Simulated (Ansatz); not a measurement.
Abstraction of F: C2HF + GeH2(CH3) → C2H + GeH2(CH3)F

Species: C2HF (fluoroacetylene) `C#CF`, singlet; GeH2(CH3), doublet; C2H `[C]#C`, doublet; GeH2(CH3)F, singlet. A radical takes F: the energy is the difference in strength between the C–F bond broken and the Ge–F bond made.

Shapes, held fixed at every level: PBE0-D4/def2-TZVP. Programs: Ansatz 0.2.0. The zero-point and thermal change to 298 K, harmonic and unscaled (PBE0-D4/def2-TZVP), is -2.6 kJ/mol.

Question: Estimate ΔH(298 K) of this reaction.

Answer: B2PLYP/def2-TZVPP gives ΔH(298 K) = +9.7 kJ/mol; the levels span -53.7 to +21.0. They disagree on the sign: 6 of 7 are positive. The median of the levels is +7.6. No measured value is set beside it here. Spin contamination: C2H (⟨S²⟩ up to 1.11). Open shells run unrestricted unless RO is named. Relativity is left out for Ge unless named. Correlated rows may include outer-core shells of Ge, which these sets cover unevenly. Times are processor times on shared x86 and Arm servers, and rough.

| level | kind | ΔH(298 K) (kJ/mol) | CPU time (sum over the molecules) |
| --- | --- | --- | --- |
| HF/def2-TZVPP | Hartree–Fock | -53.7 | – |
| r2SCAN-D4/def2-TZVPP | meta-GGA | +7.6 | 29 s |
| B3LYP-D4/def2-TZVPP | global hybrid | +18.3 | 18 s |
| BHLYP-D4/def2-TZVPP | global hybrid | +5.4 | 20 s |
| r2SCAN0-D4/def2-TZVPP | global hybrid | +5.8 | 27 s |
| wB97M-V/def2-TZVPP | range-separated hybrid | +21.0 | 62 s |
| B2PLYP/def2-TZVPP | double hybrid | +9.7 | 28 s |

The density-functional levels, double hybrid included, all make fluorine transfer mildly endothermic, from +5.4 to +21.0 kJ/mol, so the C–F and Ge–F bonds are of nearly equal strength here. The Ge–F bond is strong because it is highly polar, but the C–F bond it replaces is unusually strong too: the sp carbon binds through an orbital rich in s character, and fluorine lone pairs conjugate with the triple bond. Breaking it leaves a σ-type ethynyl radical with little delocalisation to offset the cost.

The exothermic Hartree–Fock value is no real counter-evidence on the sign. Without electron correlation, the C–F bond is probably underbound more than the more ionic Ge–F bond, and spin polarisation in ethynyl favours the products further. The results support a near-thermoneutral reaction, probably uphill, but not a precise enthalpy. Nor do they show that abstraction would outcompete addition of the germyl radical to the triple bond, which depends on the barriers.
